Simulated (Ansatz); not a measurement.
## Ligand exchange: GaH3 + GeH(SH)3 → GaH2(SH) + GeH2(SH)2

Gas-phase species: GaH3 `[GaH3]`, singlet; GeH(SH)3, singlet; GaH2(SH), singlet; GeH2(SH)2, singlet. The partners trade H for SH: Ga–H and Ge–SH bonds give way to Ga–SH and Ge–H.

Shapes, held fixed at every level: PBE0-D4/def2-TZVP. Flexible molecules stand in one conformer, not always the lowest. Programs: Ansatz 0.2.0. Electronic energies: no zero-point or thermal term.

Task: Estimate ΔE of this reaction.

Result: The highest level, CCSD(T)/def2-TZVPP, gives ΔE = -53.9 kJ/mol; the levels span -55.9 to -51.0. The column of differences is taken from that level and isn't an error. No measured value is set beside it here. Relativity is left out for Ga, Ge. Outer-core shells of Ga, Ge are correlated, in sets that cover them unevenly. Times are processor times on shared x86 and Arm servers, and rough.

```tsv
level	kind	ΔE (kJ/mol)	less CCSD(T)/def2-TZVPP	CPU time (sum over the molecules)
PBE-D4/def2-TZVPP	GGA	-52.7	+1.2	16 s
r2SCAN-D4/def2-TZVPP	meta-GGA	-55.6	-1.7	31 s
PBE0-D4/def2-TZVPP	global hybrid	-52.4	+1.5	21 s
wB97X-V/def2-TZVPP	range-separated hybrid	-51.8	+2.1	53 s
B2PLYP/def2-TZVPP	double hybrid	-55.9	-2.0	33 s
MP2/def2-TZVPP	perturbation theory	-51.0	+2.9	–
CCSD(T)/def2-TZVPP	coupled cluster or CI	-53.9	0.0	–
```

Moving SH from germanium to gallium in exchange for hydride is clearly downhill in electronic energy, at -53.9 kJ/mol with coupled cluster, and every level agrees on the sign. The preference probably reflects the electron-deficient, three-coordinate gallium centre. Gallium is more electropositive than germanium, which favours a polar Ga–S bond, and its formally empty 4p orbital can accept sulfur lone-pair density. Tetravalent germanium has no comparable vacancy and offers only weaker donation into σ* orbitals. The reaction energy alone can't separate the polar and π contributions.

The narrow spread among methods fits an exchange that conserves the number of each type of ligand and keeps all species closed-shell, so much of the error in describing the individual bonds should cancel. PBE's closeness to coupled cluster is therefore no evidence that it describes either bond better than the hybrids do. The result concerns monomers and can't be carried over directly to condensed phases, where hydride or thiolate bridging would also satisfy gallium's electron deficiency and could change the exchange energy.
